## Two gaps from one number: silicon carbide with nine functionals

The HCTH407 row looks like a mistake. The atoms are the same and stand in the same places as in every other row, yet the gap is 2.56 eV, while the other eight functionals agree on 2.15 to 2.25 eV. The direct gap in that row is also too high for its company, and by nearly the same amount. This second oddity makes the first one useful: whatever lifts one gap lifts the other with it.

ABINIT 10.8.3, plane-wave Kohn–Sham DFT with PAW datasets: SiC (P6_3mc, 8 atoms per cell), the same geometry in every row, no spin polarisation or spin–orbit coupling. Cutoff 544.2 eV (fine grid 1088.5 eV), 10×10×3 k mesh, Fermi–Dirac smearing of 0.05 eV. Gaps are taken along the path Γ–M–K–Γ–A–L–H–A.

```
functional        potentials  gap on path (eV)  direct gap on path (eV)
       LDA  JTH PAW LDA v2.0             2.178                    3.318
       PBE  JTH PAW PBE v2.0             2.233                    3.372
    revPBE  JTH PAW PBE v2.0             2.245                    3.382
      RPBE  JTH PAW PBE v2.0             2.254                    3.390
   HCTH407  JTH PAW PBE v2.0             2.562                    3.713
    LDA-PZ  JTH PAW LDA v2.0             2.173                    3.314
 LDA-Teter  JTH PAW LDA v2.0             2.177                    3.317
   LDA-VWN  JTH PAW LDA v2.0             2.180                    3.320
        WC  JTH PAW PBE v2.0             2.148                    3.288
```

The column "gap on path" is the energy from the highest filled level to the lowest empty one, wherever the two lie along the sampled path of electron wavevectors. The column "direct gap on path" is the smallest such energy when both levels must have the same wavevector. In a picture of independent electrons, and apart from the small energy of the vibration itself, the first is the least energy that lifts an electron across the gap if lattice vibrations supply the change of wavevector. The second is, in the same picture, the least energy for a step without such help. Because the first is smaller in every row, this crystal has an indirect gap.

### Why the two gaps move together

Call the indirect gap E, the direct gap D, and the wavevector of the lowest empty level k. At k the highest filled level lies below the overall top of the filled bands by some depth w. The vertical step at k therefore costs E + w. Since D is the smallest vertical step anywhere on the path, it can't exceed E + w, and it equals E + w if the cheapest vertical step happens to be at k.

In that case D − E is just w, a difference between two filled levels. The empty level, whose energy semilocal functionals find hard to place, has dropped out. For this form of silicon carbide k is known to be the point M, the centre of a side face of the Brillouin zone. That the cheapest vertical step also sits there is an inference, and the numbers below support it without settling it.

A change of functional changes the potential that the electrons feel. To a first approximation each level shifts by the average of that change over the region where its electron resides. Three limiting cases show what can follow:

- If the potential changes by the same amount everywhere, all levels shift together and neither gap changes.
- If the change separates empty from filled levels but treats all filled levels alike, E and D shift equally and D − E stays constant.
- If the change stretches all energy differences by one factor, D/E stays constant instead.

Theory favours the second case here. The upper filled levels are all built from Si–C bonds, with most of their weight near carbon, so a new potential acts on them in much the same way. Their spread in energy comes mainly from the overlap of neighbouring bonds, and that should change little when the atoms don't move. The lowest empty level has its weight elsewhere and can shift on its own.

### The rule, worked on two rows

The LDA row alone supplies the constant: 3.318 − 2.178 = 1.140 eV. The rule is then

D ≈ E + 1.14 eV.

Take PBE first, an ordinary row that had no part in setting the constant. Its indirect gap of 2.233 eV gives D ≈ 2.233 + 1.140 = 3.373 eV. The full calculation gives 3.372 eV. This is a mild test, because PBE and LDA have similar indirect gaps and almost any sensible rule would come close.

HCTH407 is the severe test, and it too was kept out of the constant. The estimate is 2.562 + 1.140 = 3.702 eV, against a computed 3.713 eV. The rule thus falls 0.011 eV short in a row whose indirect gap is 0.384 eV above that of LDA. The row that looked wrong obeys the same relation as its neighbours.

The third limiting case fails on this same row. A constant ratio, also taken from LDA, puts the direct gap of HCTH407 at 3.90 eV, which is 0.19 eV above the computed value. Among the other functionals the ratio is wrong by at most 0.04 eV. That is already about ten times the largest miss of the added constant in those rows, but one might have let it pass. A row far from the rest separates the two rules most clearly.

### How well it does

Apart from HCTH407, the rule reproduces the computed direct gap to within 0.004 eV. This success should be weighed, not counted by rows. The four LDA entries are different formulas for the same electron-gas energy, and the constant comes from one of them, so their agreement confirms very little. The real evidence is that the indirect gap ranges over 0.4 eV across the table while D − E varies by only 0.015 eV. The output printed below this text lists the estimates of both rules for each functional.

Sometimes even the indirect gap is unknown. The best guess is then the average of the eight ordinary rows, 2.20 eV, and the rule adds 1.14 eV to give a direct gap of 3.34 eV. For those eight rows both guesses lie within 0.06 eV of the computed values, but they helped to make the average, so this describes their scatter and doesn't test a prediction. HCTH407 was left out because it is an empirically fitted functional of a different form, and for it both guesses are nearly 0.4 eV too low.

The two steps therefore deserve very different trust. The step from one gap to the other rests on a property of the filled bands and survives an unusual functional. The guess of the first gap rests on the likeness of the functionals and fails as soon as one of them is unlike the others. Someone who has either gap from a functional of this kind, for this same cell, can estimate the other by adding or subtracting the constant. A measured gap is another matter, because the true spread of the filled levels needn't equal the calculated one.

### Where the rule stops

It is tempting to read the constant difference as a rigid lift of all empty levels. A comparison of WC with LDA-VWN speaks against that. Between these two rows both gaps change by 32 meV, but the gap at Γ, the centre of the zone, changes by only 8 meV. The empty level at Γ thus responds differently from the one at the band edge. This is what the argument above allows, and it means that a known change in E can't simply be added to any other transition.

The value 1.14 eV belongs to this crystal in this geometry. In a material whose highest filled and lowest empty levels share one wavevector, the constant is zero. In another indirect semiconductor it must be found afresh, from one calculation that gives both gaps. The same caution applies if the atoms are allowed to relax: each functional prefers its own bond lengths, and these alter the overlap that sets the spread of the filled levels. How far the constant would then drift is untested.

The rule also leaves open why HCTH407 opens the gap so widely. That row uses atomic datasets made for PBE, as do all the gradient-corrected rows, so the rise may come from the functional, from the mismatch with the dataset, or from both. The relation between the two gaps doesn't depend on the answer. It needs only that the filled levels be affected alike and that both gaps end on the same empty level.

Finally, the estimate is of a calculated gap. The measured indirect gap of this material is roughly 3.2 eV, a recalled figure, so the typical value here reaches only about 70 % of it. Spin–orbit coupling and the zero-point motion of the atoms are left out, but their effects are much smaller than a shortfall of about 1 eV. The main cause is well known: the level spacing of a semilocal functional leaves out a jump in the exact potential that occurs when an electron is added. HCTH407 comes nearer to experiment, but a larger number alone doesn't show that it describes the added electron any better.

For a further local-density or gradient-corrected functional on this same cell, the recipe is short. Take its indirect gap, add 1.14 eV, and expect an error of about a hundredth of an electronvolt relative to the full calculation. A much larger error would be informative: the lowest empty level or the smallest vertical step may have moved to another wavevector, or the new potential may treat the filled levels unequally.

Numerical output:

```
Direct gap by the two rules, misses are estimate less computed:
        row  direct less indirect eV  offset rule eV  its miss meV  ratio rule eV  its miss meV
        LDA                     1.14           3.318             0          3.318     4.441e-13
        PBE                    1.139           3.373             1          3.402         29.79
     revPBE                    1.137           3.385             3           3.42         38.07
       RPBE                    1.136           3.394             4          3.434         43.78
    HCTH407                    1.151           3.702           -11          3.903           190
     LDA-PZ                    1.141           3.313            -1           3.31        -3.617
  LDA-Teter                     1.14           3.317             0          3.316       -0.5234
    LDA-VWN                     1.14            3.32     4.441e-13          3.321         1.047
         WC                     1.14           3.288     4.441e-13          3.272         -15.7
Guess with no gap given, misses are guess less computed:
        row  indirect gap miss meV  direct gap miss meV
        LDA                   20.5                 20.5
        PBE                  -34.5                -33.5
     revPBE                  -46.5                -43.5
       RPBE                  -55.5                -51.5
    HCTH407                 -363.5               -374.5
     LDA-PZ                   25.5                 24.5
  LDA-Teter                   21.5                 21.5
    LDA-VWN                   18.5                 18.5
         WC                   50.5                 50.5
Constant of the offset rule from the LDA row, eV: 1.14
Constant of the ratio rule from the LDA row: 1.523
Largest miss of the offset rule over all rows, meV: 11
Largest miss of the offset rule without HCTH407, meV: 4
Largest miss of the ratio rule over all rows, meV: 190
Largest miss of the ratio rule without HCTH407, meV: 43.78
Guess of the indirect gap, mean without HCTH407, eV: 2.199
Guess of the direct gap, that mean plus the constant, eV: 3.339
Largest miss of the guessed indirect gap without HCTH407, meV: 55.5
Largest miss of the guessed direct gap without HCTH407, meV: 51.5
Rise of the indirect gap from LDA to HCTH407, eV: 0.384
Rise of the direct gap from LDA to HCTH407, eV: 0.395
Indirect gap, LDA-VWN less WC, meV: 32
Direct gap, LDA-VWN less WC, meV: 32
Gap at Gamma, LDA-VWN less WC, meV: 8
Guessed indirect gap as share of a rough recalled measured 3.2 eV, percent: 68.7
```
